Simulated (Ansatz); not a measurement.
MnS: energy above lowest point against volume scale

All results are calculated (Ansatz 0.2.0). Free energy against uniform scaling of the volume at fixed shape and fractions; periodic cell, basis, potentials, k mesh and filling as listed.

The cell before it is scaled or strained (space group F-43m, No. 216):
```
MnS
1.0
      0.0000     2.8093     2.8093
      2.8093     0.0000     2.8093
      2.8093     2.8093     0.0000
Mn S
1 1
Direct
  0.00000 0.00000 0.00000
  0.25000 0.25000 0.25000
```

Settings of every row: functional PBEsol; dispersion none; potentials PAW; wave cutoff 435.38 eV; density cutoff 1741.5 eV; k mesh 8x8x8; k shift 0x0x0; occupations cold; smearing width 0.1 eV; spin collinear; SCF threshold exponent -5.

Hubbard:
| element | shell | u (eV) | j (eV) |
| --- | --- | --- | --- |
| Mn | d | 3.5 | n/a |

Limits: coarse k mesh, up to 40 meV an atom off; loose SCF threshold; state may not be the lowest; with one magnetic atom in the cell only parallel moments are possible.

| row | volume scale | V (Å³/atom) | energy above lowest point (meV/atom) |
| --- | --- | --- | --- |
| 1 | 0.9406 | 20.854 | 30.9 |
| 2 | 0.9703 | 21.513 | ? |
| 3 | 1 | 22.171 | 1.3 |
| 4 | 1.0297 | 22.83 | 0 |
| 5 | 1.0594 | 23.488 | 5.9 |

Question: what energy above lowest point should row 2 give?

Worked fit of energy above lowest point. Take u = (V_r/V)^(2/3) − 1 with V_r = 22.5 Å³ an atom, which is twice the finite (Eulerian) strain; such expansions in the strain, on which the Birch-Murnaghan equation of state is built, carry the rest volume and the bulk modulus. The shown rows have u = 0.05195, 0.00987, -0.00966, -0.02824. Least squares give energy above lowest point = −0.34 + 68.2 × u + 10262 × u² meV/atom; a straight line predicts inner rows, each left out in turn, worse (root mean square 10 against 0.088 meV/atom). All shown rows lie on it to the printed digit. The withheld row has u = 0.03036, so the fit gives −0.34 + 68.2 × (0.03036) + 10262 × (0.03036)² = 11.2 meV/atom.

The calculation gave 11.2 meV/atom. The fit meets it to the printed digit.
